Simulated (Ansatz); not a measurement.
## Cu3Te: the change of pressure with volume scale

Results calculated with Ansatz 0.2.0, not measured. Free energy against uniform scaling of the volume at fixed shape and fractions; periodic cell, basis, potentials, k mesh and filling as listed.

The cell before it is scaled or strained (space group Pm-3m, No. 221):
```
cell vectors (Å)
   3.9467     0.0000     0.0000
   0.0000     3.9467     0.0000
   0.0000     0.0000     3.9467
atoms (fractions of the cell vectors)
Cu  0.00000  0.50000  0.50000
Cu  0.50000  0.00000  0.50000
Cu  0.50000  0.50000  0.00000
Te  0.00000  0.00000  0.00000
```

Settings of every row: functional PBE; dispersion none; potentials norm-conserving; wave cutoff 1251.7 eV; density cutoff 5006.9 eV; k mesh 6x6x6; k shift 0x0x0; occupations fermi dirac; smearing width 0.2 eV; spin none.

Limits: coarse k mesh, up to 40 meV an atom off; no spin-orbit coupling, which can matter with elements this heavy; the cell comes from a prototype or a list of computed structures and needn't be the stable phase.

| row | volume scale | V (Å³/atom) | pressure (GPa) | energy above lowest point (meV/atom) |
| --- | --- | --- | --- | --- |
| 1 | 0.94 | 14.447 | 8.26 | 25.3 |
| 2 | 0.96 | 14.754 | 5.53 | 12.1 |
| 3 | 0.98 | 15.062 | 3.11 | 3.9 |
| 4 | 1 | 15.369 | ? | ? |
| 5 | 1.02 | 15.676 | -0.95 | 0 |
| 6 | 1.04 | 15.984 | -2.65 | 3.5 |
| 7 | 1.06 | 16.291 | -4.15 | 10 |

Question: what pressure should row 4 give?

Worked fit of pressure. Take u = (V_r/V)^(2/3) − 1 with V_r = 15.369 Å³ an atom, which is twice the finite (Eulerian) strain; such expansions in the strain, on which the Birch-Murnaghan equation of state is built, carry the rest volume and the bulk modulus. The shown rows have u = 0.04211, 0.0276, 0.01354, -0.0131, -0.02582, -0.0381. Least squares give pressure = 0.958 + 151.95 × u + 487.6 × u² + 496 × u³ GPa; a parabola predicts inner rows, each left out in turn, worse (root mean square 0.011 against 0.006 GPa). All shown rows lie on it to the printed digit. The pressure vanishes at u = -0.0064, or V = 15.52 Å³ an atom, and there the bulk modulus at fixed shape and fractions is B = −V dP/dV = (2/3)(1 + u) dP/du = 96.5 GPa. The withheld row has u = 0, so the fit gives 0.958 + 151.95 × (0) + 487.6 × (0)² + 496 × (0)³ = 0.96 GPa.

The calculation gave 0.96 GPa. The fit meets it to the printed digit.

The other values of row 4: energy above lowest point 0 meV/atom.
